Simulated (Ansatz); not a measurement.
## A vibration from a frozen displacement in BN

Computed with DFT r2SCAN, scalar-relativistic, plane waves, PAW in Ansatz. The runs took a 500 eV cutoff, a Γ-centred 12×12×6 mesh and Gaussian smearing (0.05 eV). No spin polarisation. Energies are free energies at this smearing, counted from the undisturbed cell; pressure is positive in compression.

Reference structure (as given, not relaxed at this level; it stands at -4.7 GPa; this wurtzite form isn't the usual structure):

```
CELL_PARAMETERS angstrom
2.55394 0.00000 0.00000
-1.27697 2.21178 0.00000
0.00000 0.00000 4.22685
ATOMIC_POSITIONS crystal
B 0.66667 0.33333 0.99972
B 0.33333 0.66667 0.49972
N 0.66667 0.33333 0.62528
N 0.33333 0.66667 0.12528
```

Every N atom is moved by x along the Cartesian unit vector (0.000, 0.000, 1.000); the cell and all other atoms stay fixed. The cell's volume is 23.88 Å³; the moved atoms weigh 28.014 u together and the others 21.620 u.

```
  x (Å)  ΔE (meV/cell) total force on the moved atoms along the move (eV/Å) pressure (GPa)
-0.3000        1143.66                                                4.9214         12.4031
-0.2250         760.15                                                5.1684          6.9579
-0.1500         391.06                                                4.5094          1.6617
-0.0750         110.17                                                2.7962         -2.5733
 0.0000           0.00                                               -0.0494         -4.7406
 0.0750         146.31                                               -4.0442         -3.7327
 0.1500         635.82                                               -9.2096          1.6873
 0.2250        1559.75                                              -15.6620         12.9446
 0.2625        2217.03                                              -19.4654         21.2786
 0.3000        3025.73                                              -23.7556         31.7360
```

**Question.** What frequency belongs to this motion?

**Answer.** The force constant is k = −dF/dx = 45.603 eV/Å², from the parabola through x = -0.0750, 0 and 0.0750. In every cell the moved atoms swing against the rest, so the mass is μ = m₁m₂/(m₁ + m₂) = 12.203 u, and ν̃ = 521.5 cm⁻¹ × √(|k|/μ) = 1008 cm⁻¹, at this cell's pressure of -4.7 GPa. To first order in x, and within 1 %, the force on every atom lies along the move and, within each of the two groups, in proportion to the atom's mass, so this is itself a mode at the zone centre of this cell, taken without macroscopic field (the transverse frequency in a polar insulator).

**Question.** How far does the harmonic law reach?

**Answer.** At x = -0.300 Å, kx²/2 = 2052.12 meV against the computed 1143.66 meV (-44.3 %): the well softens in this direction at large amplitude.

The frequency of 1008 cm⁻¹ belongs to the totally symmetric polar mode of wurtzite BN, and its height reflects stiff, short B-N bonds between two light atoms. The well is strongly lopsided: at every paired amplitude the positive displacement costs more energy. Moving N this way pushes it against the B atom directly above, where overlap repulsion rises steeply.

The opposite move stretches that axial bond and flattens N into the plane of its three other B neighbours, towards the threefold, sp²-like bonding that BN readily adopts in its layered form. The restoring force therefore peaks at -0.2250 Å and has begun to fall at -0.3000 Å. Symmetry requires this eventually, since the force along the axis must vanish once the layers are flat, midway between the two opposite polarities of the crystal. The scan stops short of that point, and with the cell held fixed the layers can't move apart, so its energies give no barrier for conversion to the layered form.
